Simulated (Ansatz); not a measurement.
# Ca: the change of energy above lowest point and pressure with volume per atom

Equation of state of a cubic crystal from periodic Kohn-Sham density functional theory without spin; pressure corrected for the finite basis. The results are calculated, by Ansatz 0.2.0 development build.

Cell of the first row (space group Fm-3m, No. 225):
```
CELL_PARAMETERS angstrom
0.00000 2.68760 2.68760
2.68760 0.00000 2.68760
2.68760 2.68760 0.00000
ATOMIC_POSITIONS crystal
Ca 0.00000 0.00000 0.00000
```

Settings of every row: formula Ca; structure type fcc; functional r2SCAN; spin treatment none; k mesh 11x11x11; occupation method fermi-dirac; occupation width 0.1 eV; wave cutoff 520 eV; datasets hand-made PAW; density cutoff ratio 4; xc grid level 2.

Limits: the SCF threshold is loose for a stress in some rows.

| row | volume per atom (Å³) | energy above lowest point (meV/atom) | pressure (GPa) |
| --- | --- | --- | --- |
| 1 | 38.826 | ? | ? |
| 2 | 40.092 | 12.94 | 1.475 |
| 3 | 41.358 | 3.99 | 0.806 |
| 4 | 42.624 | 0 | 0.216 |
| 5 | 43.89 | 0.39 | -0.304 |

Question: what energy above lowest point and pressure should row 1 give?

Worked fit of energy above lowest point. Take u = (V_r/V)^(2/3) − 1 with V_r = 41.991 Å³ an atom, which is twice the finite (Eulerian) strain; such expansions in the strain, on which the Birch-Murnaghan equation of state is built, carry the rest volume and the bulk modulus. The shown rows have u = 0.03133, 0.01018, -0.00993, -0.02906. Least squares give energy above lowest point = 1.414 + 195.49 × u + 5507.7 × u² meV/atom; a straight line predicts inner rows, each left out in turn, worse (root mean square 3.2 against 0.035 meV/atom). The rows lie off it by 0.00, 0.02, -0.02, 0.01. Its lowest point lies at u = -0.0177, or V = 43.13 Å³ an atom, and the curvature there gives the bulk modulus at fixed shape and fractions, B = (4/9)(1 + u)² E″(u)/V = 17.5 GPa. The withheld row has u = 0.05363, so the fit gives 1.414 + 195.49 × (0.05363) + 5507.7 × (0.05363)² = 27.74 meV/atom.

The calculation gave 27.54 meV/atom. The fit lies 0.20 meV/atom (0.73 % of the column's range) above it; its largest miss of a shown row is 0.02 meV/atom. This row lies beyond the range of the fit.

Worked fit of pressure. Take u = (V_r/V)^(2/3) − 1 with V_r = 41.991 Å³ an atom, which is twice the finite (Eulerian) strain; such expansions in the strain, on which the Birch-Murnaghan equation of state is built, carry the rest volume and the bulk modulus. The shown rows have u = 0.03133, 0.01018, -0.00993, -0.02906. Least squares give pressure = 0.5017 + 29.332 × u + 55.27 × u² GPa; a straight line predicts inner rows, each left out in turn, worse (root mean square 0.032 against 0.00017 GPa). All shown rows lie on it to the printed digit. The pressure vanishes at u = -0.0177, or V = 43.13 Å³ an atom, and there the bulk modulus at fixed shape and fractions is B = −V dP/dV = (2/3)(1 + u) dP/du = 17.9 GPa. The withheld row has u = 0.05363, so the fit gives 0.5017 + 29.332 × (0.05363) + 55.27 × (0.05363)² = 2.234 GPa.

The calculation gave 2.234 GPa. The fit meets it to the printed digit. This row lies beyond the range of the fit.
